Every row below describes the same gallium arsenide crystal. What changes is the functional, the approximation for exchange and correlation among the electrons, together with the potentials that go with its family.

ABINIT 10.8.3; dispersion none, spin orbit no, k mesh 8x8x8, occupations fermi-dirac, smearing width 0.05 eV, wave cutoff 462.594 eV, ecut fine grid eV 925.187.

| functional | potentials | equilibrium volume (Å³/atom) | equilibrium volume change (% of the given cell) | bulk modulus (GPa) | bulk modulus slope |
| --- | --- | --- | --- | --- | --- |
| LDA | JTH PAW LDA v2.0 sp | 22.022 | -2.510 | 74.20 | 4.960 |
| PBE | JTH PAW PBE v2.0 sp | 23.756 | 5.160 | 60.30 | 4.890 |
| LDA-PZ | JTH PAW LDA v2.0 sp | 22.036 | -2.450 | 74.20 | 5.000 |
| LDA-Teter | JTH PAW LDA v2.0 sp | 22.048 | -2.400 | 73.90 | 4.960 |
| LDA-VWN | JTH PAW LDA v2.0 sp | 22.006 | -2.580 | 74.40 | 4.960 |
| WC | JTH PAW PBE v2.0 sp | 22.730 | 0.620 | 68.90 | 4.910 |

**1. First two rows: which crystal is larger, and why?**

PBE gives a volume 7.9% above that of LDA. The reason can be read from two limits. In a perfectly uniform electron gas the gradient terms that PBE adds to LDA vanish; in separated atoms, where the density falls off steeply, they lower the energy most. A crystal lies between these limits, so pulling its atoms apart gains energy from the gradient terms, and they act as an outward push on the cell. That is the argument from theory; the table shows its expected result.

**2. Does PBE describe a softer crystal?**

At its own minimum it does: the bulk modulus, the resistance to uniform compression, is 60 GPa against 74 GPa for LDA. But the two values belong to different volumes, and a crystal stiffens when squeezed. The bulk modulus slope $B'$ tells how fast the modulus $B$ rises with pressure, and if it stays constant,

$$B(V)=B_0\left(\frac{V_0}{V}\right)^{B'},$$

where $V_0$ and $B_0$ are the volume and modulus at the minimum. Carried to the given cell in this way, PBE has 77 GPa and LDA only 65 GPa. At equal volume PBE is the stiffer description, and it looks softer in the table because its crystal is larger.

**3. Can the PBE modulus be obtained from the LDA crystal and the push?**

Suppose first that the push were the same at every volume. It would then stretch the LDA crystal without adding any stiffness, leaving $74.2\times(22.022/23.756)^{4.96}\approx 51$ GPa at the PBE volume. This is well below the 60 GPa of the table, so a constant push softens too much.

The calculated pressures show what is lacking. The push of PBE relative to LDA fades from 5.96 to 4.62 GPa as the cell grows from 94% to 106% of the given 22.59 Å³/atom. A push that weakens on expansion and strengthens on compression resists both, which adds stiffness:

$$23.756\times\frac{5.96-4.62}{0.12\times22.59}\approx 12\ \text{GPa}.$$

The sum is about 63 GPa, some 2 GPa above the table. The estimate uses the mean fading over the whole range, whereas the PBE minimum lies within the last volume step. There the push fades only from 4.80 to 4.62 GPa, which adds about 9 GPa and gives about 60 GPa. The step before it, however, still gives about 12 GPa, so a slope taken from a single step is too rough to pin the miss on the averaging alone. Carrying the LDA modulus this far with a constant $B'$ adds an error of its own. The push is by definition the difference between the two sets of pressures, so the two parts have to add up to the PBE modulus, apart from errors of fit and slope. The sum shows how the stiffness is made up; it isn't a prediction, and it doesn't test the origin of the push. The printed analysis below gives the same estimate for all rows.

**4. Next three rows: does it matter which LDA is chosen?**

Hardly. The four LDA forms describe the same uniform electron gas with slightly different fitted formulas, and none contains gradient terms. Their volumes spread over 0.04 Å³/atom, while the step from LDA to PBE is 1.73 Å³/atom.

These rows also show which digits to trust. The pressures are calculated with a fixed set of plane waves and lie slightly under the slope of the energies, so minima located from them are about 0.03 Å³/atom lower in every row. The shift is common enough to leave the order of the LDA forms intact, but as a property of the crystal it makes the second decimal of a volume doubtful and the third meaningless. The bulk modulus slopes are too close together to be ranked.

**5. Last row: what happens if the gradient terms are weakened?**

WC keeps the correlation of PBE but gives exchange a smaller gain from moderate gradients. Its push relative to LDA is less than half that of PBE, and both its volume and its modulus fall between the two. WC and PBE share their potentials, so the 1.03 Å³/atom between them comes from the exchange functional alone. The step from LDA to PBE also changes the potentials, whose share in it is untested.

WC comes closest to the given cell, yet this alone doesn't make it the best functional. If that cell is a measured one, it includes zero-point and thermal motion, which enlarge the crystal somewhat, while the atoms here are held still.

**6. Does the band gap follow the same pattern, and what does that mean in practice?**

It does: as with the stiffness, the order of the functionals depends on the volume at which they are compared. With each crystal at its own minimum, LDA has the wider gap, 0.49 against 0.16 eV; at the given cell PBE leads with 0.53 against 0.29 eV. Expansion weakens the splitting between bonding and antibonding states, so the larger PBE cell narrows its own gap. All these gaps are far below the measured one, a familiar failing of such functionals.

For a layer grown on GaAs, the cell edge matters as well. It differs by about 2.5% between LDA and PBE (5.606 and 5.749 Å), enough to swamp the small mismatch of a well-matched pair. Layer and substrate should therefore be calculated with the same functional, and gaps compared only after stating the volume.

Numerical output:

```
Cell and stiffness:
        row  edge (Å)  edge change (%)  pressure at given cell (GPa)  B at given cell from fit (GPa)  B at given cell from pressures (GPa)  minimum from pressures less fit (Å³/atom)
        LDA     5.606          -0.8438                        -1.882                           65.41                                 65.44                                   -0.03221
        PBE     5.749            1.691                         3.371                           77.12                                 76.77                                   -0.02707
     LDA-PZ     5.607          -0.8234                        -1.848                           65.55                                 65.62                                   -0.03473
  LDA-Teter     5.608          -0.8065                        -1.799                           65.51                                 65.55                                   -0.03256
    LDA-VWN     5.605          -0.8675                        -1.935                           65.35                                 65.33                                   -0.03268
         WC     5.665           0.2062                        0.3465                           71.02                                 71.28                                    -0.0279
Push model and gaps:
        row  B with constant push (GPa)  added by fading push (GPa)  B model (GPa)  model less table (GPa)  gap at own minimum (eV)  gap at given cell (eV)
        LDA                        74.2                           0           74.2                       0                   0.4867                  0.2938
        PBE                       50.95                       11.74          62.69                   2.394                   0.1578                  0.5298
     LDA-PZ                       73.97                      0.1685          74.13                -0.06501                   0.4842                  0.2963
  LDA-Teter                       73.77                      0.1077          73.87                -0.02532                   0.4772                  0.2935
    LDA-VWN                       74.47                     -0.1046          74.36                -0.03664                   0.4921                  0.2936
         WC                       63.42                       5.595          69.02                  0.1167                   0.3606                  0.4062
Volume PBE less LDA (Å³/atom): 1.734
Volume PBE over LDA (% larger): 7.874
Volume PBE less WC with same datasets (Å³/atom): 1.026
Bulk modulus LDA less PBE (GPa): 13.9
Volume spread of the four LDA forms (Å³/atom): 0.042
Bulk modulus spread of the four LDA forms (GPa): 0.5
PBE push over LDA at smallest volume (GPa): 5.963
PBE push over LDA at largest volume (GPa): 4.623
WC push over LDA at smallest volume (GPa): 2.593
WC push over LDA at largest volume (GPa): 1.925
```
